## Why is CISD so much worse than CCSD if both use singles and doubles?

I have total energies for a planar triplet of BH4N, held at one geometry where a hydrogen atom is passing between BH2 and NH. The levels run from Hartree–Fock up to coupled cluster with quadruple excitations. Each error is taken relative to the unrestricted version of that top level, in the same basis.

Energies of neutral triplet BH4N from Ansatz 0.2.0 in the cc-pVDZ basis, correlating only electrons outside the noble-gas cores. The geometry is built from rigid fragments optimised with PBE0/def2-TZVP. R and U mark restricted and unrestricted determinants, and each value is a total energy less that of UCCSDT(Q).

| level | this level less the reference (UCCSDT(Q), same basis) (meV) |
| --- | --- |
| RHF | 7666.2 |
| UHF | 7299.8 |
| RMP2 | 1244.7 |
| UMP2 | 1319.0 |
| CISD | 734.1 |
| RCCSD | 189.0 |
| UCCSD | 180.8 |
| RCCSD(T) | 35.1 |
| UCCSD(T) | 35.3 |
| BCCD(T) | 35.8 |
| RCCSDT | 10.6 |
| UCCSDT | 9.2 |
| RCCSDT(Q) | 1.0 |

CISD and RCCSD puzzle me. Both start from the same restricted determinant and both add single and double excitations, yet CISD is off by 734 meV and RCCSD by only 189 meV. My first thought was that CISD simply stops too early, and that triple excitations, the next in line, would supply what it lacks. My second was the open shell: UHF lies well below RHF, so perhaps the restricted determinant is a poor start and CISD suffers more from it. Is either of these right?

## Answer

The sizes are worth remembering first. The correlation energy here, counted from RHF, is about 7.7 eV. CISD leaves out about 0.7 eV of it, CCSD about 0.2 eV, CCSD(T) a few hundredths of an electronvolt and full triples about one hundredth. Neither of your ideas accounts for the half electronvolt between CISD and CCSD. Theory puts most of it down to a ban that CISD imposes and CCSD doesn't: two electron pairs may not be excited at the same time.

**Are the triples to blame?** CCSD lacks them too, at least the connected ones, in which three electrons are excited together in a way that isn't a product of smaller excitations. Going from RCCSD to RCCSDT brings them in and lowers the energy by 178 meV, a quarter of the CISD error. Strictly, this is their worth on top of CCSD, and it is an assumption that they would be worth about as much on top of CISD. To save the explanation, though, they would have to be worth four times as much there.

**Is the determinant to blame?** Take the generous limit, in which CISD could pocket the whole 366 meV by which UHF lies below RHF. Its error would still be 734 − 366 = 368 meV, about twice that of RCCSD. Nor is the starting point a bad one: in the coupled-cluster runs the largest double excitation has an amplitude of only about 0.03, so no second configuration competes with the first. Two unpaired electrons with parallel spins in different orbitals fit into a single determinant, and an open shell of this kind need not mean strong static correlation.

The coupled-cluster rows also show how quickly the choice of determinant is forgotten. The gap between restricted and unrestricted energies shrinks from 366 meV at Hartree–Fock to 8 meV at CCSD, partly because the single excitations can readjust the orbitals. At MP2 the order is even reversed, with the restricted energy 74 meV lower: the restricted determinant gains 208 meV from singles, and from doubles it gains 233 meV more than the unrestricted one does. A lower starting energy is no promise of a lower correlated one.

**What CISD forbids.** Imagine two electron pairs, A and B, so far apart that neither feels the other. Each is described by its ground configuration plus a little of a double excitation, and the joint wave function is the product

$$(1+c_A)(1+c_B)=1+c_A+c_B+c_Ac_B ,$$

where $c_A$ and $c_B$ stand for exciting pair A or pair B. The last term excites four electrons, so CISD strikes it out. CCSD keeps it, because its exponential form generates such products from the doubles without any new unknowns.

The product term looks too small to matter, but consider what happens without it. Whenever A is excited, B has to stay in its ground configuration and loses its correlation energy. With many pairs, each excitation silences all the others. The loss is therefore roughly the chance that some pair is excited, times the correlation energy of all the remaining pairs.

**A model with numbers.** Take $n$ equal, independent pairs. Each has one double excitation at energy $D$, coupled to the ground configuration by $K$. A single pair then gains a correlation energy $e$ that obeys $e^2+De=K^2$. CCSD is exact for each pair and gives the sum, $E=ne$. In CISD the $n$ excitations act as one combined state with coupling $\sqrt{n}\,K$, so its correlation energy $x$ obeys $x^2+Dx=nK^2$. Eliminating $K$ gives

$$x^2+Dx=\frac{E^2}{n}+DE .$$

For one pair this yields $x=E$, and CISD loses nothing. For very many pairs $x$ grows only as $\sqrt{n}$ while the true energy grows as $n$, so CISD recovers an ever smaller share. Real molecules lie between these limits.

Here there are twelve valence electrons, so I take $n=6$, although two of the electrons are in fact unpaired. The RCCSD correlation energy is $E=7.666-0.189=7.477$ eV. For $D$ I assume 50 to 100 eV, a rough range for lifting two electrons into compact empty orbitals. With $D=50$ eV the right-hand side is $9.3+373.9=383.2$ eV², and

$$x=\tfrac12\left(\sqrt{50^2+4\times383.2}-50\right)\approx6.75\ \text{eV}.$$

The model thus puts CISD about 0.73 eV short of CCSD. With $D=100$ eV the shortfall is about 0.41 eV, and the computed one is 0.545 eV. Nothing was fitted to the CISD row, but $D$ is an assumption, so the agreement supports the order of magnitude and no more. It does make it plausible that a ban on simultaneous excitations costs enough to explain the step, while the triples, at their worth on top of CCSD, are too small.

**Where the model fails.** It can't simply be carried over to MP2. If $D=50$ eV also serves as the energy denominator there, the MP2 correlation energy comes out 0.19 eV beyond that of CCSD, whereas the computed RMP2 energy is about 1.06 eV short. One reason is that real MP2 doesn't divide by $D$. It divides by plain differences of orbital energies, which leave out how the excited electrons and the holes they leave behind act on one another, and which are usually larger than $D$. Another is that the model gives each pair only one double excitation, while the molecule has many, and these mix. CISD and CCSD take both effects into account, MP2 neither.

This is probably also why MP2 comes last among the correlated methods here, although its energy does add up correctly for separate pairs. A good method has to let the double excitations interact and also let them occur together. MP2 fails on the first count, CISD on the second, and CCSD satisfies both. In a molecule this small, the first failure costs more.

**What remains above CCSD.** Once the products are in, the connected triples are the main thing left. The perturbative estimate (T) catches about 85 per cent of their effect, whichever determinant is used. Connected quadruples, in which four electrons are excited together in a way that no product describes, then add only about 10 meV. If the step from CISD to CCSD is put down mainly to the products, quadruple excitations are worth roughly half an electronvolt as products of doubles, but only a hundredth as something genuinely new.

I wouldn't rank the three (T) rows against each other. They agree within 0.7 meV, while the restricted and unrestricted versions of the top level themselves differ by 1.0 meV, and that level is not the exact solution. The treatment of the cores may also shift some rows by up to 20 meV. That clouds comparisons near the bottom of the table, but not a step of 545 meV.

For a neighbouring case, count the electron pairs that are correlated together. The CISD shortfall grows faster than their number, so CISD is especially risky when a molecule is compared with its separated fragments: BH3 and NH computed apart don't suffer from the ban across the two fragments, while the joint system does. Boron–nitrogen hydrides are used as precursors for insulating boron nitride films, where reaction barriers and bond energies matter. Those are differences between total energies, so the errors above shouldn't be read as barrier errors.

The step sizes and the model's results for both values of $D$ are in the output below.

Numerical output:

```
Share of the RHF error removed:
        row  per cent removed
        RHF                 0
        UHF             4.779
       RMP2             83.76
       UMP2             82.79
       CISD             90.42
      RCCSD             97.53
      UCCSD             97.64
   RCCSD(T)             99.54
   UCCSD(T)             99.54
    BCCD(T)             99.53
     RCCSDT             99.86
     UCCSDT             99.88
  RCCSDT(Q)             99.99
CISD error over RCCSD error, ratio: 3.884
Step from CISD to RCCSD, meV: 545.1
Step from RCCSD to RCCSDT (connected triples), meV: 178.4
Step CISD to RCCSD as share of the CISD error, per cent: 74.25
Connected triples as share of the CISD error, per cent: 24.3
Part of the full triples step caught by (T), restricted, per cent: 86.27
Part of the full triples step caught by (T), unrestricted, per cent: 84.79
Restricted less unrestricted at Hartree-Fock, meV: 366.4
Restricted less unrestricted at MP2, meV: -74.3
Restricted less unrestricted at CCSD, meV: 8.2
Share of the Hartree-Fock gap left at CCSD, per cent: 2.238
Restricted less unrestricted at CCSDT, meV: 1.4
Gain of restricted MP2 from singles, meV: 207.7
Extra gain of restricted over unrestricted MP2 from doubles, meV: 233
RMP2 error less CISD error, meV: 510.6
Pair model, CISD shortfall against CCSD for D of 50 eV, meV: 725.4
Pair model, CISD shortfall against CCSD for D of 100 eV, meV: 406.7
Pair model, MP2 beyond CCSD for D of 50 eV, meV: 186.4
Computed RMP2 short of RCCSD, meV: 1056
```
